\textbf{Student:} I have the three diagonal quadrupole components of ethylene with $z$ along C=C, and my code wants spherical moments with $z$ normal to the plane. I found a conversion table full of $\sqrt3$ and $\sqrt{10}$, and I do not trust factors I cannot derive.

\textbf{Lecturer:} Then we derive them from three premises. First, static charges $q_i$ at $\mathbf r_i$ in vacuum, all within a distance $a$ of the origin, give the Coulomb potential
\begin{equation}
4\pi\varepsilon_0\,\phi(\mathbf R)=\sum_i \frac{q_i}{|\mathbf R-\mathbf r_i|}. \label{eq:coulomb}
\end{equation}
For a continuous density the sum becomes $\int\rho\,d^3r$. Second, the Legendre polynomials have the generating function
\begin{equation}
(1-2tu+u^2)^{-1/2}=\sum_{l=0}^\infty u^l P_l(t), \label{eq:gen}
\end{equation}
which converges for $|u|<1$ and $|t|\le1$, with $|P_l(t)|\le1$, $P_l(1)=1$ and the Rodrigues form $P_l=(2^l l!)^{-1}\,d^l(t^2-1)^l/dt^l$. Third, the spherical harmonics in Racah normalisation, $C_{lm}=\sqrt{4\pi/(2l+1)}\,Y_{lm}$, with the Condon--Shortley phase, are for $m\ge0$
\begin{equation}
C_{lm}=(-1)^m\sqrt{\frac{(l-m)!}{(l+m)!}}\,\sin^m\!\theta\,\frac{d^mP_l(t)}{dt^m}\,e^{im\varphi},\qquad C_{l,-m}=(-1)^mC_{lm}^*, \label{eq:C}
\end{equation}
with $t=\cos\theta$. For fixed $l$ these $2l+1$ functions are orthogonal on the sphere, share the squared norm $4\pi/(2l+1)$, and span the eigenfunctions of the angular operator $L^2$ with eigenvalue $l(l+1)$. The solid harmonics $R_{lm}(\mathbf r)=r^lC_{lm}$ are homogeneous polynomials of degree $l$ that satisfy Laplace's equation. The moments are defined as
\begin{equation}
Q_{lm}=\sum_i q_i R_{lm}(\mathbf r_i). \label{eq:Q}
\end{equation}

\textbf{Student:} You left out the addition theorem. Every treatment I know starts from it.

\textbf{Lecturer:} It follows from rotations, which we need anyway. Let a rotation $\mathcal R$ carry the old unit vectors to new ones, $\mathbf e'_k=\mathcal R\mathbf e_k$. The charges stay where they are, and a fixed point has new coordinates $\mathbf r'=\mathcal R^{-1}\mathbf r$. The operator $L^2$ is unchanged by rotation, so $C_{lm}(\hat{\mathbf r}')$, read as a function of the old coordinates, is again an eigenfunction with eigenvalue $l(l+1)$, and it can be expanded in the old set:
\begin{equation}
C_{lm}(\hat{\mathbf r}')=\sum_{m'}C_{lm'}(\hat{\mathbf r})\,D^l_{m'm}(\mathcal R). \label{eq:D}
\end{equation}
This defines the Wigner matrix. Rotation preserves integrals over the sphere and all $C_{lm}$ of one $l$ have the same norm, so $D^l$ is unitary. With Euler angles in the $zyz$ convention, $\mathcal R=\mathcal R_z(\alpha)\mathcal R_y(\beta)\mathcal R_z(\gamma)$, one has $D^l_{m'm}=e^{-im'\alpha}d^l_{m'm}(\beta)e^{-im\gamma}$, because a turn of the axes by $\alpha$ about $z$ sends $\varphi$ to $\varphi-\alpha$. Now form $K(\hat{\mathbf r},\hat{\mathbf R})=\sum_mC_{lm}(\hat{\mathbf r})C^*_{lm}(\hat{\mathbf R})$. In the new axes
\begin{equation}
K(\hat{\mathbf r}',\hat{\mathbf R}')=\sum_{m'm''}C_{lm'}(\hat{\mathbf r})\Big[\sum_mD^l_{m'm}D^{l*}_{m''m}\Big]C^*_{lm''}(\hat{\mathbf R})=K(\hat{\mathbf r},\hat{\mathbf R}),
\end{equation}
since the bracket is $\delta_{m'm''}$. Choose the new $z$ axis along $\hat{\mathbf R}$. At $\theta=0$, \eqref{eq:C} gives $C_{lm}=\delta_{m0}$, so only $C_{l0}(\hat{\mathbf r}')=P_l(\cos\omega)$ survives, $\omega$ being the angle between the two directions:
\begin{equation}
P_l(\cos\omega)=\sum_{m=-l}^{l}C_{lm}(\hat{\mathbf r})\,C^*_{lm}(\hat{\mathbf R}). \label{eq:add}
\end{equation}
No factor $4\pi/(2l+1)$ appears, which is the reason for the Racah normalisation. For $R>a$ write $|\mathbf R-\mathbf r_i|^{-1}=R^{-1}(1-2u\cos\omega_i+u^2)^{-1/2}$ with $u=r_i/R<1$, apply \eqref{eq:gen} and \eqref{eq:add}, and sum over the charges:
\begin{equation}
4\pi\varepsilon_0\,\phi(\mathbf R)=\sum_{l=0}^\infty\sum_{m=-l}^{l}\frac{Q_{lm}\,C^*_{lm}(\hat{\mathbf R})}{R^{l+1}}. \label{eq:pot}
\end{equation}

\textbf{Student:} The moments are complex and the potential is real. And why does the star sit on the field point and not on the charges?

\textbf{Lecturer:} The left side of \eqref{eq:add} is real, so the star may sit on either factor; our definition \eqref{eq:Q} fixes the choice, and an author who conjugates the harmonic in the moment has the other. To see the reality, define real components for $m>0$ by
\begin{equation}
C_{lm}=\frac{(-1)^m}{\sqrt2}\,(C_{lmc}+iC_{lms}),\qquad C_{l,-m}=\frac{1}{\sqrt2}\,(C_{lmc}-iC_{lms}), \label{eq:real}
\end{equation}
and likewise for $R$ and $Q$. The terms $m$ and $-m$ of \eqref{eq:pot} add to $\tfrac12(Q_{lmc}+iQ_{lms})(C_{lmc}-iC_{lms})$ plus its complex conjugate, that is $Q_{lmc}C_{lmc}+Q_{lms}C_{lms}$. Each $l$ thus carries $2l+1$ real numbers.

\textbf{Student:} A symmetric Cartesian tensor of rank two has six components, not five. Something gets lost.

\textbf{Lecturer:} The trace is lost, and the potential outside the charges never contained it. Take Buckingham's moments,
\begin{equation}
\xi^{(l)}_{\alpha\beta\cdots\nu}=\frac{(-1)^l}{l!}\sum_iq_i\Big[r^{2l+1}\,\partial_\alpha\partial_\beta\cdots\partial_\nu\frac1r\Big]_{\mathbf r_i}. \label{eq:xi}
\end{equation}
Differentiating $1/r$ once, twice and three times gives $\xi^{(1)}_\alpha=\mu_\alpha=\sum q\,r_\alpha$ and
\begin{align}
\Theta_{\alpha\beta}&=\tfrac12\sum q\,(3r_\alpha r_\beta-r^2\delta_{\alpha\beta}),\\
\Omega_{\alpha\beta\gamma}&=\tfrac12\sum q\,[5r_\alpha r_\beta r_\gamma-r^2(r_\alpha\delta_{\beta\gamma}+r_\beta\delta_{\alpha\gamma}+r_\gamma\delta_{\alpha\beta})].
\end{align}
They are symmetric because derivatives commute, and traceless on any pair of indices because $\nabla^2(1/r)=0$ away from the origin. A symmetric tensor of rank $l$ has $(l+1)(l+2)/2$ components, its trace is a symmetric tensor of rank $l-2$ with $l(l-1)/2$, and the difference is $2l+1$. To see that these tensors are what the potential needs, note that the term of $\partial_\alpha\cdots\partial_\nu(1/r)$ free of Kronecker deltas comes from differentiating the power of $r$ every time, and is $(-1)^l(2l-1)!!\,r_\alpha\cdots r_\nu/r^{2l+1}$. Hence $\xi^{(l)}$ equals $[(2l-1)!!/l!]\sum q\,r_\alpha\cdots r_\nu$ plus terms with deltas. The Taylor series of \eqref{eq:coulomb} has $l$th term $[(-1)^l/l!]\sum q\,r_\alpha\cdots r_\nu\,\partial_\alpha\cdots\partial_\nu R^{-1}$, repeated indices summed. The derivative tensor is traceless and annihilates the delta terms, so
\begin{equation}
4\pi\varepsilon_0\,\phi=\sum_l\frac{(-1)^l}{(2l-1)!!}\,\xi^{(l)}_{\alpha\cdots\nu}\,\partial_\alpha\cdots\partial_\nu\frac1R ,
\end{equation}
with $(-1)!!=1$. If a program prints raw second moments $S_{\alpha\beta}=\sum q\,r_\alpha r_\beta$, convert first: $\Theta_{\alpha\beta}=\tfrac12(3S_{\alpha\beta}-\delta_{\alpha\beta}S_{\gamma\gamma})$.

\textbf{Student:} Equal counts show that a linear map can exist. They do not give me its coefficients.

\textbf{Lecturer:} Start with $m=0$. Expand $1/|\mathbf r-s\hat{\mathbf z}|$ for small $s$ in two ways. Taylor's theorem gives $\sum_l[(-s)^l/l!]\,\partial_z^l(1/r)$, and \eqref{eq:gen} gives $\sum_ls^lP_l(\cos\theta)/r^{l+1}$. Equal powers of $s$ must match, so $[(-1)^l/l!]\,r^{2l+1}\partial_z^l(1/r)=r^lP_l=R_{l0}$, and summing over charges,
\begin{equation}
Q_{l0}=\xi^{(l)}_{zz\cdots z}.
\end{equation}
For $m>0$ put $w=x+iy$, $\bar w=x-iy$, $\partial_+=\partial_x+i\partial_y$, and consider
\begin{equation}
G_{lm}=\partial_+^{\,m}\,\partial_z^{\,l-m}\,\frac1r .
\end{equation}
There are three steps. First, $G_{lm}$ is harmonic and homogeneous of degree $-l-1$. For a function $r^nf(\theta,\varphi)$ Laplace's equation reads $L^2f=n(n+1)f$, and $n=-l-1$ gives $l(l+1)$, so $f$ is a combination of the $C_{lm'}$. Second, $\partial_+w=0$, $\partial_+\bar w=2$, and $r^2=\sigma+z^2$ with $\sigma=w\bar w$. On a function of $\sigma$ and $z$ the operator $\partial_+$ acts as $2w\,\partial_\sigma$ and passes through powers of $w$, so
\begin{equation}
G_{lm}=(2w)^m\,\partial_\sigma^{\,m}\,\partial_z^{\,l-m}(\sigma+z^2)^{-1/2}.
\end{equation}
The azimuth enters only through $w^m\propto e^{im\varphi}$, so $r^{2l+1}G_{lm}$ is a multiple of the single function $R_{lm}$. Third, fix the multiple close to the positive $z$ axis, from the coefficient of $w^m$ as $\sigma\to0$. There $\partial_\sigma^m$ gives $(-1)^m(2m-1)!!\,2^{-m}z^{-2m-1}$, and $\partial_z^{\,l-m}z^{-2m-1}=(-1)^{l-m}[(l+m)!/(2m)!]\,z^{-l-m-1}$. With $(2m)!=(2m-1)!!\,2^mm!$ and $r\to z$,
\begin{equation}
\frac{(-1)^l}{l!}\,r^{2l+1}G_{lm}\to\frac{(l+m)!}{2^m\,m!\,l!}\,w^mz^{l-m}. \label{eq:Gaxis}
\end{equation}
For $R_{lm}$ we need $d^mP_l/dt^m$ at $t=1$. Apply Leibniz's rule to $d^{l+m}[(t-1)^l(t+1)^l]/dt^{l+m}$; only the term with exactly $l$ derivatives on $(t-1)^l$ survives, and it equals $\binom{l+m}{l}\,l!\,[l!/(l-m)!]\,2^{l-m}$. Division by $2^ll!$ gives $(l+m)!/[2^mm!(l-m)!]$. Since $r\sin\theta\,e^{i\varphi}=w$, \eqref{eq:C} yields
\begin{equation}
R_{lm}\to(-1)^m\frac{(l+m)!}{2^m\,m!\,\sqrt{(l+m)!\,(l-m)!}}\,w^mz^{l-m}. \label{eq:Raxis}
\end{equation}
The ratio of \eqref{eq:Raxis} to \eqref{eq:Gaxis} is the constant. Sum over charges and use \eqref{eq:real}, which cancels $(-1)^m$ and supplies $\sqrt2$:
\begin{equation}
Q_{lmc}+iQ_{lms}=\frac{\sqrt2\;l!}{\sqrt{(l+m)!\,(l-m)!}}\;\xi^{(l)}_{+\cdots+\,z\cdots z},\qquad m>0, \label{eq:master}
\end{equation}
with $m$ indices $+$ and $l-m$ indices $z$, where an index $+$ means the $x$ component plus $i$ times the $y$ component.

\textbf{Student:} You compared the two sides only on the axis. Why does that fix the relation everywhere?

\textbf{Lecturer:} Because the first two steps had already proved proportionality everywhere, and a constant can be read off wherever both sides are known. Now generate your table. For $l=1$ the prefactor is $1$: $Q_{10}=\mu_z$, $Q_{11c}=\mu_x$, $Q_{11s}=\mu_y$. For $l=2$ it is $2\sqrt2/\sqrt6=2/\sqrt3$ at $m=1$ and $2\sqrt2/\sqrt{24}=1/\sqrt3$ at $m=2$, with $\Theta_{+z}=\Theta_{xz}+i\Theta_{yz}$ and $\Theta_{++}=\Theta_{xx}-\Theta_{yy}+2i\Theta_{xy}$:
\begin{align}
Q_{20}&=\Theta_{zz}, & Q_{21c}&=\tfrac{2}{\sqrt3}\Theta_{xz}, & Q_{21s}&=\tfrac{2}{\sqrt3}\Theta_{yz},\nonumber\\
Q_{22c}&=\tfrac{1}{\sqrt3}(\Theta_{xx}-\Theta_{yy}), & Q_{22s}&=\tfrac{2}{\sqrt3}\Theta_{xy}. \label{eq:l2}
\end{align}
For $l=3$ the prefactors are $6\sqrt2/\sqrt{48}=\sqrt{3/2}$, $6\sqrt2/\sqrt{120}=\sqrt{3/5}$ and $6\sqrt2/\sqrt{720}=1/\sqrt{10}$, and the binomial expansion gives $\Omega_{+++}=\Omega_{xxx}-3\Omega_{xyy}+i(3\Omega_{xxy}-\Omega_{yyy})$:
\begin{align}
Q_{30}&=\Omega_{zzz}, & Q_{31c}&=\sqrt{\tfrac32}\,\Omega_{xzz}, & Q_{31s}&=\sqrt{\tfrac32}\,\Omega_{yzz},\nonumber\\
Q_{32c}&=\sqrt{\tfrac35}\,(\Omega_{xxz}-\Omega_{yyz}), & Q_{32s}&=2\sqrt{\tfrac35}\,\Omega_{xyz},\nonumber\\
Q_{33c}&=\tfrac{1}{\sqrt{10}}(\Omega_{xxx}-3\Omega_{xyy}), & Q_{33s}&=\tfrac{1}{\sqrt{10}}(3\Omega_{xxy}-\Omega_{yyy}).
\end{align}
The inverse uses the traces. From $\Theta_{xx}+\Theta_{yy}=-Q_{20}$ and $\Theta_{xx}-\Theta_{yy}=\sqrt3\,Q_{22c}$,
\begin{equation}
\Theta_{xx}=-\tfrac12Q_{20}+\tfrac{\sqrt3}{2}Q_{22c},\qquad\Theta_{yy}=-\tfrac12Q_{20}-\tfrac{\sqrt3}{2}Q_{22c}. \label{eq:inv}
\end{equation}

\textbf{Student:} Now the change of axes. In Cartesian form I only permute labels. Why bring in Wigner matrices?

\textbf{Lecturer:} For a quarter turn the permutation is enough and serves as our check; the matrices work for any angle and rank with $2l+1$ numbers. Multiply \eqref{eq:D} by $q_ir_i^l$ and sum:
\begin{equation}
Q'_{lm}=\sum_{m'}Q_{lm'}\,D^l_{m'm}(\alpha,\beta,\gamma). \label{eq:rot}
\end{equation}
Different $l$ never mix, different $m$ do, and unitarity keeps $\sum_m|Q_{lm}|^2$ fixed; by \eqref{eq:l2} and the zero trace this sum is $\tfrac23\Theta_{\alpha\beta}\Theta_{\alpha\beta}$ for $l=2$. We need two columns of $d^2(\beta)$ for a turn about $y$, under which $x'=x\cos\beta-z\sin\beta$, $y'=y$, $z'=z\cos\beta+x\sin\beta$. The column $m=0$ is \eqref{eq:add} again: $C_{l0}(\hat{\mathbf r}')$ is $P_l$ of the cosine of the angle between $\hat{\mathbf r}$ and the new $z$ axis, which has $\theta=\beta$, $\varphi=0$, so $d^l_{m'0}(\beta)=C_{lm'}(\beta,0)$, a real number. From \eqref{eq:C},
\begin{equation}
d^2_{00}=\tfrac12(3\cos^2\beta-1),\qquad d^2_{\pm1,0}=\mp\sqrt{\tfrac32}\sin\beta\cos\beta,\qquad d^2_{\pm2,0}=\sqrt{\tfrac38}\sin^2\beta .
\end{equation}
For the column $m=2$ use $R_{22}=\sqrt{3/8}\,w^2$, $R_{2,-2}=\sqrt{3/8}\,\bar w^2$, $R_{21}=-\sqrt{3/2}\,wz$, $R_{2,-1}=\sqrt{3/2}\,\bar wz$, $R_{20}=z^2-\tfrac12w\bar w$. With $x=(w+\bar w)/2$ and $iy=(w-\bar w)/2$,
\begin{equation}
w'=\tfrac12(1+\cos\beta)\,w-\tfrac12(1-\cos\beta)\,\bar w-z\sin\beta .
\end{equation}
Square it. The $w\bar w$ term is $-\tfrac12\sin^2\!\beta\,w\bar w$ and joins $z^2\sin^2\beta$ to form $\sin^2\!\beta\,R_{20}$. Reading off coefficients,
\begin{equation}
d^2_{\pm2,2}=\tfrac14(1\pm\cos\beta)^2,\qquad d^2_{\pm1,2}=\tfrac12(1\pm\cos\beta)\sin\beta,\qquad d^2_{02}=\sqrt{\tfrac38}\sin^2\beta .
\end{equation}
Take the old frame with $z$ along C=C, $y$ in the molecular plane, $x$ normal to it, origin at the inversion centre. The three coordinate planes are mirrors of the $D_{2h}$ molecule, so only polynomials even in each of $x$, $y$, $z$ give nonzero moments: even $l$, even $m$, cosine type. At rank two that leaves $Q_{20}$ and $Q_{22}=Q_{2,-2}=Q_{22c}/\sqrt2$. Set $\alpha=\gamma=0$, $\beta=\pi/2$: then $z'=x$, $y'=y$, $x'=-z$. Equation \eqref{eq:rot} gives $Q'_{20}=-\tfrac12Q_{20}+2\sqrt{3/8}\,Q_{22c}/\sqrt2$ and $Q'_{22c}=\sqrt2\,[\sqrt{3/8}\,Q_{20}+\tfrac12Q_{22c}/\sqrt2]$, that is
\begin{equation}
\begin{pmatrix}Q'_{20}\\Q'_{22c}\end{pmatrix}=\begin{pmatrix}-\tfrac12&\tfrac{\sqrt3}{2}\\[2pt]\tfrac{\sqrt3}{2}&\tfrac12\end{pmatrix}\begin{pmatrix}Q_{20}\\Q_{22c}\end{pmatrix}. \label{eq:block}
\end{equation}
The other three components vanish, since the new axes are symmetry axes too. By \eqref{eq:inv} the rows say $Q'_{20}=\Theta_{xx}$ and $Q'_{22c}=(\Theta_{zz}-\Theta_{yy})/\sqrt3$, which is your permutation.

\textbf{Student:} That matrix has determinant $-1$. A rotation should have $+1$. And swapping $x$ with $z$ turns a right-handed frame into a left-handed one.

\textbf{Lecturer:} The block is only part of the five-dimensional real matrix. The same turn sends $xz$ to $-xz$, so $Q'_{21c}=-Q_{21c}$, and it rotates the pair $xy$, $yz$ with determinant $+1$; the product of the three determinants is $+1$. On handedness you are right in general. A bare swap differs from our rotation by $x'\to-x'$, and an improper operation is a rotation times the inversion, which multiplies rank $l$ by $(-1)^l$. Here that sign change is a mirror of the molecule and alters nothing, but for a molecule without that mirror it would flip the signs of some components.

\textbf{Student:} Where does all this stop being true?

\textbf{Lecturer:} Separate two kinds of statement. The conversion \eqref{eq:master} and the rotation law \eqref{eq:rot} are polynomial identities, exact for any distribution with finite moments, provided both sides use one origin and these conventions. The expansion \eqref{eq:pot} is more limited. For bounded charges it converges for $R>a$, and since $|P_l|\le1$ the remainder after rank $L$ is at most $\sum_i|q_i|\sum_{l>L}a^l/R^{l+1}=\sum_i|q_i|\,a^{L+1}/[R^{L+1}(R-a)]$. An electron density has no outer radius, and the charge beyond $R$ violates $u<1$. The ground-state hydrogen atom shows the consequence: every $Q_{lm}$ vanishes, yet integrating \eqref{eq:coulomb} over nucleus and density gives $4\pi\varepsilon_0\phi=e\,(1/R+1/a_0)\exp(-2R/a_0)$. Such penetration terms decay exponentially and are invisible to a power series in $1/R$, so the expansion is of use only where the density is negligible. The moments also depend on the origin: moving it to $\mathbf c$ adds $-\tfrac32(c_\alpha\mu_\beta+c_\beta\mu_\alpha)+\delta_{\alpha\beta}\,\mathbf c\cdot\boldsymbol\mu+\tfrac12q_{\rm tot}(3c_\alpha c_\beta-c^2\delta_{\alpha\beta})$ to $\Theta_{\alpha\beta}$, as substitution of $\mathbf r-\mathbf c$ in its definition shows. Ethylene has no charge and no dipole, so its quadrupole is independent of origin; its rank-four moments are not. Finally the charges were fixed and in vacuum: polarisation by a neighbour or a solvent changes the moments themselves.

\textbf{Student:} Then put in numbers.

\textbf{Lecturer:} Take as approximate inputs, in D\,\AA{} ($1\,ea_0^2=1.345$ D\,\AA), $\Theta_{xx}=-3.2$, $\Theta_{yy}=1.5$, $\Theta_{zz}=1.7$, which sum to zero. I carry three decimals only to make the arithmetic visible. In the old frame $Q_{20}=1.7$ and $Q_{22c}=-4.7/\sqrt3=-2.714$. Then \eqref{eq:block} gives
\begin{align}
Q'_{20}&=-0.850-2.350=-3.200,\\
Q'_{22c}&=1.472-1.357=0.115,
\end{align}
and the permutation gives $\Theta_{xx}=-3.2$ and $0.2/\sqrt3=0.115$. The sum of squares is $10.3$ (D\,\AA)$^2$ in both frames. In atomic units the pair $(1.26,-2.02)$ becomes $(-2.38,0.09)$. Rounding of $\pm0.05$ in $\Theta_{zz}$ and $\Theta_{yy}$ can move $Q'_{22c}$ by $\pm0.06$ D\,\AA, so read it as about $0.1$. The lesson survives: with these inputs the quadrupole is strongly non-axial about C=C and nearly axial about the normal. At $R=5$ \AA, a moment of $1$ D\,\AA{} times a unit angular factor gives $24.0$ mV. On the normal the rank-two potential is $-77$ mV in either frame, while $Q_{20}$ of the old frame alone, with $C_{20}=-\tfrac12$, gives $-20$ mV. On the C=C axis the new frame has $C_{20}=-\tfrac12$ and $C_{22c}=\sqrt3/2$, so the angular sum is $1.600+0.100=1.700$ D\,\AA, or $41$ mV; dropping $Q'_{22c}$ leaves $38$ mV, a change of $2.4$ mV or $6$ per cent.

\textbf{Student:} So I must keep $Q'_{22c}$ if I want a few per cent.

\textbf{Lecturer:} Only if you keep rank four as well. Estimate it with a crude planar model: $+\delta e$ on each H at approximately $y=\pm0.93$, $z=\pm1.24$ \AA, and $-2\delta e$ on each C at $z=\pm0.67$ \AA. Then $a=1.55$ \AA{} and $(a/R)^2=0.10$. With $x=0$ for all charges, $\Theta_{xx}=-\tfrac12\sum q\,r^2=-3.91\,\delta\;e$\AA$^2$; since $1\,e$\AA$=4.803$ D, fixing this to the input $-3.2$ D\,\AA{} sets $\delta=0.17$. On the $z$ axis of either frame only $m=0$ contributes, with $R_{40}=(35z^4-30z^2r^2+3r^4)/8$. For the normal, all charges have $z'=0$ and $Q'_{40}=\tfrac38\sum q\,r^4=1.42\;e$\AA$^4$; for the C=C axis, $Q_{40}=-1.05\;e$\AA$^4$. Dividing by $R^5$ and using $e/4\pi\varepsilon_0=14.40$ V\,\AA, the rank-four terms at $5$ \AA{} are about $+7$ mV on the normal and $-5$ mV on the C=C axis. The model has no charge off the plane and gives only the order of size, but that order is about twice the $2.4$ mV from $Q'_{22c}$. The figures $-77$ and $41$ mV are therefore the rank-two terms, with the total potential differing by roughly a tenth. The rank-four term falls as $R^{-5}$ against $R^{-3}$, so on the C=C axis doubling $R$ cuts its relative size fourfold while the share of $Q'_{22c}$ in the rank-two term stays at $6$ per cent.